## Edge singularities of a two-velocity Luttinger liquid: recovering a Hubbard chain from its spectrum

**Law.** Take $\hbar=1$, $T=0$ K, a right-moving electron with $q=k-k_F>0$, gapless SU(2)-symmetric spin and $u_\rho>u_\sigma$. With
$$G\sim (x-u_\sigma t)^{-1/2}(x-u_\rho t)^{-1/2-\gamma}(x+u_\rho t)^{-\gamma},\qquad \gamma=\tfrac18\left(K_\rho+K_\rho^{-1}-2\right),$$
the spectral function vanishes for $-u_\rho q<\omega<u_\sigma q$ and behaves as $(\omega-u_\sigma q)^{2\gamma-1/2}$, $|\omega-u_\rho q|^{\gamma-1/2}$ and $(-\omega-u_\rho q)^{\gamma}$ at the spinon, holon and negative-frequency edges.

**Data** (made for the exercise from this form, and rounded). Spacing $a=3.90$ Å, $k_F=0.201(1)$ Å$^{-1}$, $q=0.00250$ Å$^{-1}$. Charge edges lie at $\pm7.80(4)$ meV, the spinon edge between $0$ and $0.002$ meV, and $r=A(0.10\text{ meV})/A(0.80\text{ meV})=2.10(1)$.

**Inferred model.** Filling $n=0.499(2)$, $u_\rho=3.12(2)$ eV Å, hopping $t_h=0.400(2)$ eV, $\gamma=0.062(2)$, $K_\rho=0.50$, $U/t_h\gtrsim1.2\times10^4$. The edge exponents are $-0.375$, $-0.438$, $+0.062$.

**Proof of the law.** For $\omega>0$ each factor $(x\mp ut)^{-p}$ transforms into a weight $k^{p-1}$, $k>0$, with momentum $\pm k$ and energy $uk$, so
$$A\propto\int k_1^{-1/2}k_2^{\gamma-1/2}k_3^{\gamma-1}\,\delta(q-k_1-k_2+k_3)\,\delta(\omega-u_\sigma k_1-u_\rho k_2-u_\rho k_3)\,d^3k .$$
At an edge one mode carries $q$ and the other two are small; their convolution scales with the exponent $p+p'-1$. At the spinon edge $\omega-u_\sigma q=(u_\rho-u_\sigma)k_2+(u_\rho+u_\sigma)k_3\ge0$: one-sided, exponent $2\gamma-\tfrac12$. At the holon edge $\omega-u_\rho q=2u_\rho k_3-(u_\rho-u_\sigma)k_1$: two-sided, exponent $\gamma-\tfrac12$. Negative frequencies follow from $A(q,\omega)=A(-q,-\omega)$, giving $-\omega-u_\rho q=(u_\rho+u_\sigma)k_1+2u_\rho k_2\ge0$ and exponent $\gamma$.

For $u_\sigma\to0$ and $x=\omega/u_\rho q<1$, Euler's integral gives
$$A\propto x^{2\gamma-1/2}(1+x)^{-1/2}\,{}_2F_1\!\left(\tfrac12,\gamma+\tfrac12;2\gamma+\tfrac12;\tfrac{2x}{1+x}\right).$$

**Inversion.** The filling is $n=2k_Fa/\pi$ and $u_\rho=7.80\text{ meV}/q$, while $u_\sigma/u_\rho\le2.6\times10^{-4}$ permits the closed form. A pure power law would give $\gamma=\tfrac14-\ln r/(2\ln 8)=0.072$. The closed form has its root at $\gamma=0.0623$, so the regular factors shift $\gamma$ by several error bars. Then
$$K_\rho=1+4\gamma\mp\sqrt{(1+4\gamma)^2-1}=0.50\ \text{or}\ 2.0 .$$
To leading order at large $U$, $u_\rho=2t_ha\sin\pi n$ fixes $t_h$, and $u_\sigma=(2\pi t_h^2a/U)\,[1-\sin(2\pi n)/(2\pi n)]$ turns the velocity bound into the bound on $U$. The interval for $\gamma$ contains $1/16$, the value for $K_\rho=1/2$ at $U\to\infty$. The data were generated from that limit, so this tests the inversion only.

**Uniqueness.** $r$ falls steadily with $\gamma$ ($d\ln r/d\gamma=-4.0$ at the root), so the root is single. The spectrum is blind to $K_\rho\to1/K_\rho$. A gapless spinon edge requires $U>0$, where $\tfrac12\le K_\rho<1$, and this selects $0.50$. $U=\infty$ cannot be told from any $U$ above the bound. Since $u_\sigma$ vanishes there, the limit means $T\to0$ first: temperature cuts off the spin factor at $|x-u_\sigma t|\sim u_\sigma/k_BT$ and so smears the spinon momentum by $\delta k\sim k_BT/u_\sigma$ and the charge edges by $u_\rho\,\delta k$. The law needs $\delta k\ll q$, that is $k_BT\ll u_\sigma q\le0.002$ meV, or $T\ll0.023$ K at best in this model. The condition $k_BT\ll J=4t_h^2/U$, with $J/k_B$ at most $1.5$ K, only keeps the spin sector coherent: at $0.1$ K the scale $k_BT/u_\sigma$ is already at least $4.3\,q$, and the charge edges are washed out.

**Propagation of errors.** The uncertainty of $r$ gives $\delta\gamma=0.001$. A spinon edge at $0.002$ meV instead of $0$ raises $\gamma$ by $0.002$, and the charge-edge uncertainty contributes less than $10^{-4}$. In quadrature $\delta\gamma=0.002$, and $|dK_\rho/d\gamma|=8/|1-K_\rho^{-2}|=8/3$ gives $\delta K_\rho=0.005$. $t_h$ inherits the $0.5\,\%$ of the charge edge and almost nothing from $n$, because $\sin\pi n$ is nearly stationary. Lattice data would carry one more bias. At $U\to\infty$ the charge powers at the spinon edge are $(1-\phi)^2$ and $\phi^2$ with $\phi=\tfrac14-qa/(2\pi n)$, in place of $\tfrac12+\gamma$ and $\gamma$. This raises the spinon exponent by $0.003$ and the apparent $\gamma$ by $0.002$, as much as the quoted uncertainty, and it grows linearly with $q$.